# Six levels of theory, eight broken bonds

## Question

Eight molecules each lose an atom or split in two. Each reaction energy has been computed at several levels of theory and compared with CCSD(T) at the basis-set limit. A negative error means that the bond comes out too weak. "Cases too high" counts the reactions, out of eight, in which it comes out too strong.

Ansatz 0.2.0: errors in the electronic dissociation energies of eight gas-phase bonds (SMILES; products less reactants, no zero-point, thermal or spin-orbit terms), each level less frozen-core CCSD(T) at the basis-set limit. Geometries are PBE0-D4/def2-TZVP, functionals use def2-TZVPP, open shells are unrestricted, and elements past Kr have def2 core potentials. Candidates: wB97M-V, B2PLYP, revPBE-D4, CCSD/limit, B97M-V, B3LYP-D4.

| row | mean signed error (kJ/mol) | mean absolute error (kJ/mol) | largest error (kJ/mol) | cases too high |
| --- | --- | --- | --- | --- |
| A | -12.7 | 13.5 | -20.9 | 1 |
| B | -14.4 | 14.4 | -23.5 | 0 |
| C | -34.7 | 34.7 | -46.7 | 0 |
| D | -22.0 | 22.0 | -28.6 | 0 |
| E | -27.6 | 27.6 | -38.7 | 0 |
| F | -7.5 | 7.5 | -14.2 | 0 |

Assign the candidates to the letters, arguing from the errors and the information below, and say how sure each assignment is. The largest error falls at the Sn–F bond in rows A and E, at C–Br in B and F, at Si–F in C and at Ge–Cl in D.

Four levels are known and may serve as landmarks. Their mean signed errors, in kJ/mol, are −20.3 for PBE-D4, −33.4 for the global hybrid r2SCAN0-D4, −8.8 for the range-separated wB97X-V and −131.8 for Hartree–Fock. The largest error of r2SCAN0-D4 is at the Sn–F bond, that of wB97X-V at the C–Br bond.

The breaking of the Ga–H bond may also be used. It costs 270 kJ/mol in Hartree–Fock, 363.6 in CCSD and 363.9 in CCSD(T). The energy lowering from CCSD to CCSD(T) is larger in the molecule than in the fragment left behind by the departing halogen atom, by 20 kJ/mol for In–F and by 24 for Ge–Cl.

## Model answer

**Start with the level whose error has a single source.** CCSD at the limit shares the Hartree–Fock part and the basis treatment of the reference. Its error is therefore the omitted triples term, the "(T)", and nothing else. For two electrons CCSD is exact. Breaking a bond to hydrogen comes close to that limit, because the hydrogen atom has no correlation energy of its own and the main change is the loss of one electron pair. The Ga–H values bear this out: CCSD falls short by only 0.3 kJ/mol.

A bond to a halogen is further from the limit. Lone pairs crowd around the bonding pair, and triples describe how three electrons adjust to one another. The same calculations put a ceiling on the effect: the triples term is larger in the molecule than in the fragment without the halogen by 20 kJ/mol for In–F and by 24 for Ge–Cl. The free halogen atom has a triples term too, which must still be subtracted, so the CCSD errors are smaller than these ceilings.

Row D has an error of −28.6 kJ/mol at Ge–Cl, beyond the ceiling, and is not CCSD. Rows C and E are too weak by more on average than either ceiling allows for a halogen bond. Row A has one bond that is too strong, which would require triples to stabilise the separated fragments more than the molecule. That is unlikely, since the fragments have fewer electron pairs close together. B and F remain.

A short estimate separates them. Take the Ga–H error as 0.3 kJ/mol and assume that the B–H bond, which also releases a hydrogen atom, has a negligible one. The other six errors must then average, in size:

- row B: (8 × 14.4 − 0.3) / 6 ≈ 19 kJ/mol
- row F: (8 × 7.5 − 0.3) / 6 ≈ 10 kJ/mol

Row B would need an average almost at the In–F ceiling, before anything is subtracted for the fluorine atom. Row F leaves room for that subtraction. **F is CCSD**, and this is the safest assignment.

**Next, find revPBE-D4 from its parent.** A rule that functionals of this class overbind would suggest a row with bonds that are too strong. The PBE-D4 landmark shows that the rule does not hold here. revPBE changes one constant in the exchange part of PBE, so that regions where the density varies rapidly are favoured more. Separated fragments have more of such regions than the molecule, and bonds become weaker. revPBE-D4 should therefore lie below −20.3 kJ/mol. If the change is more than slight, this points to C or E.

**B3LYP-D4 belongs in the same region.** Exact exchange tends to weaken bonds relative to a functional such as PBE. The Hartree–Fock landmark cannot show by how much, since that level also lacks correlation. From PBE-D4 to r2SCAN0-D4, with 25% exact exchange, the mean error falls by 13.1 kJ/mol. If that whole change is ascribed to exchange and scaled to the 20% of B3LYP, the estimate is

−20.3 − 13.1 × 20/25 ≈ −31 kJ/mol.

This lies between E (−27.6) and C (−34.7), and so does not choose between them. The only other clue is that E, like the hybrid r2SCAN0-D4, has its largest error at Sn–F. I take **E as B3LYP-D4 and C as revPBE-D4**, but the two could be exchanged without contradicting any firm argument.

**B2PLYP contains two opposing effects.** Its 53% of exact exchange weakens bonds, while its perturbative correlation restores part of what exact exchange lacks. A moderate error is plausible, and **D is the probable choice**. The argument gives a direction for each effect, not the size of their sum.

**The last two rows cannot be told apart with confidence.** B97M-V and wB97M-V have flexible forms fitted to large sets of energies, and their relative wB97X-V also has a small error. That suits A and B. The Sn–F clue would make A the one with exact exchange, wB97M-V. But wB97X-V, which also contains exact exchange, has its largest error at C–Br, as B does. **A as wB97M-V and B as B97M-V** is little better than a coin toss.

## The labels

The rows with their labels:

| level | class | exact exchange, short range (%) | exact exchange, long range (%) | mean signed error (kJ/mol) | mean absolute error (kJ/mol) | largest error (kJ/mol) | case of the largest error | cases too high |
| --- | --- | --- | --- | --- | --- | --- | --- | --- |
| PBE-D4 | GGA | 0 | 0 | -20.3 | 20.3 | -29.7 | [CH3][GaH][SH] -> [CH3][Ga][SH] + [H] | 0 |
| revPBE-D4 | GGA | 0 | 0 | -34.7 | 34.7 | -46.7 | O[SiH2]O[SiH2]F -> [F] + O[SiH2]O[SiH2] | 0 |
| B97M-V | meta-GGA | 0 | 0 | -14.4 | 14.4 | -23.5 | BrCI -> [Br] + [CH2]I | 0 |
| B3LYP-D4 | global hybrid | 20 | 20 | -27.6 | 27.6 | -38.7 | [OH][SnH]([F])[F] -> [F] + [OH][SnH][F] | 0 |
| r2SCAN0-D4 | global hybrid | 25 | 25 | -33.4 | 33.4 | -48.8 | [OH][SnH]([F])[F] -> [F] + [OH][SnH][F] | 0 |
| wB97M-V | range-separated | 15 | 100 | -12.7 | 13.5 | -20.9 | [OH][SnH]([F])[F] -> [F] + [OH][SnH][F] | 1 |
| wB97X-V | range-separated | 17 | 100 | -8.8 | 8.8 | -13.6 | BrCI -> [Br] + [CH2]I | 0 |
| B2PLYP | double hybrid | 53 | 53 | -22.0 | 22.0 | -28.6 | [F][Ge]([F])([F])[Cl] -> [Cl] + [F][Ge]([F])[F] | 0 |
| CCSD/limit | wave function | n/a | n/a | -7.5 | 7.5 | -14.2 | BrCI -> [Br] + [CH2]I | 0 |
| HF/limit | Hartree-Fock | 100 | 100 | -131.8 | 131.8 | -168.7 | [NH2][In]([F])[Br] -> [F] + [NH2][In][Br] | 0 |

## Remarks on the reasoning

All six assignments are correct, but they do not deserve equal credit. The choice of F rests on knowing what CCSD leaves out. The choice between A and B was a guess that happened to succeed: their mean errors differ by only 1.7 kJ/mol, and no argument above predicts which should be smaller. The single bond that wB97M-V makes too strong is off by only 3 kJ/mol. Correlating outer-core electrons without suitable basis functions can shift the reference by up to about 4 kJ/mol a bond, so even the sign of that error may be uncertain.

It would be a mistake to draw a straight line from PBE-D4, with no exact exchange, to Hartree–Fock, with 100%, and read every hybrid off it. Nothing is fitted in this model; the two end rows fix the line. It predicts −43 kJ/mol for B3LYP-D4 and −79 for B2PLYP, far below the computed −27.6 and −22.0. The printed analysis after this text gives the full comparison.

The reason for the failure is visible in the Ga–H bond. Hartree–Fock makes it 94 kJ/mol too weak, and second-order perturbation theory (MP2) alone recovers 84 of these. Against a CCSD(T) reference at the same basis-set limit, the Hartree–Fock error is by definition absent correlation, not an effect of exact exchange as such. Moving along the straight line removes correlation in step with the added exchange. A global hybrid keeps its correlation functional, and a double hybrid replaces part of it with a perturbative term, so both can be expected to lie above the line. How far above also depends on their other parts, since none of these hybrids is built on PBE itself.

The table also separates bias from scatter. At every level the mean absolute error is equal to the size of the mean signed error, or nearly so for wB97M-V: the bonds are too weak almost without exception. Yet a constant correction would not repair a level completely. CCSD shows why most clearly, with almost no error at Ga–H and −14.2 kJ/mol at C–Br.

Nor does a higher class guarantee a smaller error in these eight reactions. PBE-D4 is closer to the reference on average than either global hybrid. The functionals differ in more than their share of exact exchange, so the table does not isolate the effect of that share. For B2PLYP, part of the remaining error may come from its finite basis, in which perturbative correlation converges slowly; this has not been tested here.

Bonds of these kinds occur in precursors for depositing semiconductor films and in the products of etching them. If the mean error in bond energy passed entirely into the barrier for decomposition, the computed rate at 700 K would be too fast by a factor of about 5 with wB97X-V and nearly 400 with revPBE-D4, the two extremes among the density functionals. Comparison with measured bond energies would also require zero-point motion and spin–orbit coupling, the latter especially for the free bromine atom.

The analysis program printed:

```
Bias and unevenness of each level:
         row  mean error kJ/mol  percent of mean bond energy  worst over mean  mean of other seven kJ/mol
      PBE-D4              -20.3                       -4.619            1.463                      -18.96
   revPBE-D4              -34.7                       -7.895            1.346                      -32.99
      B97M-V              -14.4                       -3.276            1.632                       -13.1
    B3LYP-D4              -27.6                        -6.28            1.402                      -26.01
  r2SCAN0-D4              -33.4                         -7.6            1.461                       -31.2
     wB97M-V              -12.7                        -2.89            1.646                      -11.53
     wB97X-V               -8.8                       -2.002            1.545                      -8.114
      B2PLYP                -22                       -5.006              1.3                      -21.06
  CCSD/limit               -7.5                       -1.706            1.893                      -6.543
    HF/limit             -131.8                       -29.99             1.28                      -126.5
Mean reference bond energy (kJ/mol): 439.5
Ga-H bond energy in Hartree-Fock (kJ/mol): 270.3
Ga-H bond energy in MP2 (kJ/mol): 354.4
Ga-H bond energy in CCSD (kJ/mol): 363.6
Ga-H bond energy in CCSD(T) (kJ/mol): 363.9
CCSD error for Ga-H (kJ/mol): -0.2798
Upper bound of triples part for In-F before taking off the F atom (kJ/mol): 19.76
Upper bound of triples part for Ge-Cl before taking off the Cl atom (kJ/mol): 23.7
Size of the one positive error of wB97M-V (kJ/mol): 3.2
Mean error of revPBE-D4 less PBE-D4 (kJ/mol): -14.4
Mean error of revPBE-D4 less B3LYP-D4 (kJ/mol): -7.1
Mean error of B3LYP-D4 less B2PLYP (kJ/mol): -5.6
Mean error of B97M-V less wB97M-V (kJ/mol): -1.7
Mean error of B97M-V less CCSD (kJ/mol): -6.9
Linear mixing estimate for B3LYP-D4 (kJ/mol): -42.6
Linear mixing estimate for r2SCAN0-D4 (kJ/mol): -48.18
Linear mixing estimate for B2PLYP (kJ/mol): -79.4
Estimate less computed for B3LYP-D4 (kJ/mol): -15
Estimate less computed for r2SCAN0-D4 (kJ/mol): -14.78
Estimate less computed for B2PLYP (kJ/mol): -57.4
D4 dispersion part of the In-F bond energy in PBE-D4 (kJ/mol): 1.723
Smallest rate factor at 700 K among the density functionals: 4.536
Largest rate factor at 700 K among the density functionals: 388.4
```
